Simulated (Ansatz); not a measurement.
# A ladder of methods for GeH3 (SMILES [GeH3])

The species is GeH3 (4 atoms), meant as a doublet with charge 0. As SMILES, `[GeH3]`. Geometry: optimised at B3LYP/def2-SVP.

```xyz
4

Ge    0.2212   -0.1298   -0.2571
H     1.0562    0.1111    1.0237
H    -0.8874   -1.1783    0.0022
H    -0.3900    1.1970   -0.7688
```

Quantity: the dissociation energy of the H2–Ge1 bond into doublet H and singlet GeH2 (shapes relaxed at B3LYP/def2-SVP, no zero-point term), in eV. The values are calculated.

```
                level                    kind  program  value (eV)
       UHF/def2-TZVPP            Hartree–Fock   Ansatz        2.53
    USVWN5/def2-TZVPP                     LDA   Ansatz        3.08
     UBLYP/def2-TZVPP                     GGA   Ansatz        2.60
  U-r2SCAN/def2-TZVPP                meta-GGA   Ansatz        2.98
    UB3LYP/def2-TZVPP           global hybrid   Ansatz        2.72
UCAM-B3LYP/def2-TZVPP  range-separated hybrid   Ansatz        2.81
   UB2PLYP/def2-TZVPP           double hybrid   Ansatz        2.77
   RPA@PBE/def2-TZVPP                     RPA   Ansatz        2.72
```

All-electron rows without a relativistic Hamiltonian named are non-relativistic. The values span 2.53 to 3.08 eV. A fragment with an even electron count was run as a singlet and may have a lower triplet. Measured bond enthalpies also hold zero-point and thermal terms, a few tenths of an eV less.

Losing a hydrogen atom from GeH3 costs fairly little because the electron left on germanium pairs with the radical electron already there. The product, singlet germylene, holds this pair in an orbital of strong 4s character and leaves a 4p orbital empty. That gain offsets part of the cost of breaking the bond, which is why this step is easier than removing the first hydrogen from germane. Germylene is known to have a singlet ground state, so the channel computed is the relevant one.

The pairing also explains why Hartree–Fock, though lowest, falls only slightly below BLYP: the number of valence electron pairs is the same before and after dissociation, so much of the missing correlation probably cancels. LDA gives the strongest bond, in line with its usual overbinding, but r2SCAN lies close to it and well above BLYP, so the values don't converge steadily up the ladder. The hybrids, the double hybrid and RPA cluster between 2.72 and 2.81 eV, though their agreement alone doesn't establish accuracy without a coupled-cluster reference.
